**What pressure means here**

The pressure p of a crystal held at volume V is the slope of its energy E with the sign reversed, p = −dE/dV. It is positive when the cell is squeezed and negative when it is stretched. Here it was computed by density functional theory for rutile, TiO₂, at seven fixed volumes, with cell shape and atomic positions relaxed at each one. Heat and zero-point motion are not included.

Rutile TiO₂ (P4₂/mnm) computed with Ansatz 0.2.0: r2SCAN density functional theory without spin polarization, PAW, plane-wave cutoff 500 eV, 6×6×10 k mesh, Gaussian smearing 0.02 eV. Cell shape and atoms were relaxed at each fixed volume (force tolerance 0.01 eV/Å). Energies are relative to the elements' standard crystals or gases in the same functional.

```
volume (relaxed cell) (Å³/atom)  c/a (relaxed cell)  shortest distance (relaxed cell) (Å)  energy over elements (eV/atom)  pressure (GPa)
                          9.154              0.6569                                 1.866                          -3.180           39.91
                          9.466              0.6536                                 1.893                          -3.245           27.28
                          9.778              0.6501                                 1.921                          -3.287           16.58
                         10.090              0.6463                                 1.935                          -3.311            7.56
                         10.714              0.6377                                 1.959                          -3.311           -6.28
                         11.027              0.6327                                 1.967                          -3.294          -11.37
                         11.442              0.6245                                 1.974                          -3.257          -16.57
```

**The approximation to be tested**

Near its minimum every smooth energy curve looks like a parabola. If the parabola held everywhere, pressure would be a straight line in volume, and the crystal would behave like a spring of constant stiffness. This gives a shortcut for turning a small change of volume into a pressure. The question is how far it reaches.

**How the failure shows**

The energies already give a hint. The rows at 10.090 and 10.714 Å³/atom have the same rounded energy, so a parabola would have its minimum midway between them. The rows at 9.778 and 11.027 lie almost equally far from that midpoint and should then match as well. Yet the denser one lies 0.024 eV/atom above the middle pair and the stretched one only 0.017.

The pressures say it more clearly. The first three steps, each of 0.312 Å³/atom, lower the pressure by 12.6, 10.7 and 9.0 GPa. A step of nearly the same size on the stretched side, from 10.714 to 11.027, lowers it by only 5.1 GPa. A constant spring would give equal drops.

A straight line fitted to the four rows whose volumes lie closest to that of zero pressure, and then extended to the three outer ones, shows the typical signature. It falls 10.4 GPa too low at the smallest volume and 5.0 GPa too low at the largest. Random errors would scatter in sign. Misses of the same sign at both ends point to a missing even term, first of all one in the square of the volume change.

A faulty pressure could also bend the curve, but the energies provide a check. Between the two densest rows their slope gives 33.4 GPa, while the mean of the two computed pressures is 33.6 GPa. In no step do the two differ by more than 0.5 GPa. The bend therefore belongs to the energy curve itself. This agreement does not test the functional.

**Why the spring softens**

Consider the two extremes. Under strong compression the electron clouds of neighbouring ions overlap, and their repulsion rises ever more steeply. Under strong stretching the bonds must finally give way, and pulling the atoms further apart then takes less and less force. The slope of the pressure curve must therefore be steep on the dense side and flatten on the stretched side, and equilibrium lies on the way from one to the other.

The bulk modulus, B = −V dp/dV, measures this resistance to a change of volume. Taken from neighbouring rows, it falls from 377 GPa at the dense end to 141 GPa at the stretched end. The tension is still growing at the last row, so the series stops short of the greatest tension. The symmetry of rutile was also kept: if titanium prefers to move off centre in a stretched cell, the true tension there differs from the one listed.

**The size of the error**

Let V₀ be the volume at zero pressure, B₀ the bulk modulus there, B′ its change with pressure, and x = (V − V₀)/V₀. Differentiating the definition of B once more gives the curvature of p at V₀, and with it the first correction to the straight line:

p ≈ −B₀x + ½(1 + B′)B₀x²

The square is positive on both sides, which explains the common sign of the misses. The constants come from a Birch–Murnaghan equation of state, a standard law with a variable stiffness, fitted to the same four inner rows. It gives V₀ = 10.4 Å³/atom, B₀ = 228 GPa and B′ = 5.3.

The most stretched row, which took no part in the fit, serves as an example:

x = (11.442 − 10.4)/10.4 = 0.10
straight part: −228 × 0.10 = −22.8 GPa
correction: ½ × 6.3 × 228 × 0.10² = +7.2 GPa
sum: −15.6 GPa

The computed value is −16.6 GPa. One correction removes most of the error and slightly overshoots.

The ratio of the correction to the straight part is ½(1 + B′)|x|, here about three times the fractional change of volume. A change of 1 % thus makes the constant-stiffness pressure wrong, as a share of its own value, by about 3 %, and a change of 10 % by about 30 %. Since B′ is commonly around 4 to 6 in solids, the same rule gives a first guess for a neighbouring oxide. For large changes it is only rough: the terms left out make the error larger on compression and smaller on stretching.

The full Birch–Murnaghan law comes within about 2.5 % of the computed pressure at both ends, as the output below shows. It is still a truncated expansion, and it makes both the strongest compression and the strongest tension slightly too large.

**One spring is also one too few**

The shortest distance seems to contradict the softening. It grows by 0.028 Å from 9.466 to 9.778 Å³/atom, but by only 0.008 Å from 10.714 to 11.027, as if the bonds became stiffer. Part of the explanation is that it does not follow the same bond throughout.

Each titanium has two apical oxygen neighbours, at right angles to the c axis, and four equatorial ones. Both bond lengths follow from the cell edges and the shortest distance, once it is decided which set is the shorter. In rutile at ordinary pressure the apical bonds are known to be the longer ones, so the equatorial ones should be the shortest near equilibrium and in the stretched rows. If the apical bonds are taken as the shorter ones in the densest rows, both lengths change smoothly. Keeping the equatorial bonds shortest throughout would put a sudden kink into both. The rest of the explanation is that the equatorial bonds themselves lengthen ever more slowly: by 0.016 Å in the first of the two steps just compared and by 0.008 Å in the second, while the apical bonds lengthen by 0.028 and 0.036 Å.

With this assignment the apical bonds lengthen by 12.5 % over the series and the equatorial ones by 4.5 %. Uniform scaling of the cell would stretch both by 7.7 %. As the volume grows, two of the six bonds thus lengthen far more than the other four, and c/a falls faster and faster.

**What remains open**

A crystal that is free to change its shape is never stiffer at equilibrium than one that can only scale uniformly, because relaxation can only lower the energy. That this freedom also makes the stiffness fall faster on stretching is a plausible guess that the table cannot settle. The same seven volumes, computed with c/a and the relative atomic positions frozen at their equilibrium values, would separate the weakening of the bonds from the change of shape. How much of the fall from 377 to 141 GPa would then remain?

Numerical output:

```
fit of pressure on 4 rows (inner): constant 234 +/- 15, coefficient of vol -22.34 +/- 1.4; rms 0.989, worst 10.09 1.04, leave-one-out rms 2.27
  rows outside the fit (model, value, miss): 9.154 29.5, 39.91, -10.4; 9.466 22.54, 27.28, -4.74; 11.442 -21.6, -16.57, -5.03
fit of pressure on 4 rows (inner): coefficient of (s/vol)**(7/3) - (s/vol)**(5/3) 341.8 +/- 1.2, coefficient of ((s/vol)**(7/3) - (s/vol)**(5/3))*((s/vol)**(2/3) - 1) 333.5 +/- 32, s 10.4; rms 0.0367, worst 10.714 0.0468, leave-one-out rms 0.184
  rows outside the fit (model, value, miss): 9.154 40.87, 39.91, 0.957; 9.466 27.58, 27.28, 0.3; 11.442 -16.88, -16.57, -0.306
Steps from the row above, and Ti-O bonds of each row:
     row  mid volume A3/atom  bulk modulus of step GPa  pressure from energies GPa  mean end pressure GPa  c/a slope per A3/atom  apical bond A  equatorial bond A  apical if equatorial shortest A
   9.154                 n/a                       n/a                         n/a                    n/a                    n/a          1.866              1.888                            1.901
   9.466                9.31                     376.9                       33.44                  33.59               -0.01058          1.893              1.905                            1.912
   9.778               9.622                       330                       21.79                  21.93               -0.01122          1.921              1.921                            1.921
   10.09               9.934                     287.2                       11.95                  12.07               -0.01218           1.95              1.935                             1.95
  10.714                10.4                     230.7                      0.2028                   0.64               -0.01378          2.012              1.959                            2.012
  11.027               10.87                     176.8                      -8.907                 -8.825               -0.01597          2.048              1.967                            2.048
  11.442               11.23                     140.8                      -14.17                 -13.97               -0.01976          2.099              1.974                            2.099
Bulk modulus at zero pressure, Birch-Murnaghan, GPa: 227.9
Pressure derivative of bulk modulus at zero pressure, Birch-Murnaghan: 5.301
Ratio of largest to smallest bulk modulus of a step: 2.677
Straight line miss at smallest volume, percent of pressure size: -26.07
Straight line miss at largest volume, percent of pressure size: -30.37
Birch-Murnaghan miss at smallest volume, percent of pressure size: 2.399
Birch-Murnaghan miss at largest volume, percent of pressure size: -1.844
Largest gap between energy-slope pressure and mean end pressure, GPa: 0.4372
Apical bond growth over the series, percent: 12.5
Equatorial bond growth over the series, percent: 4.536
Shortest distance growth over the series, percent: 5.788
Growth of every length under uniform scaling, percent: 7.72
```
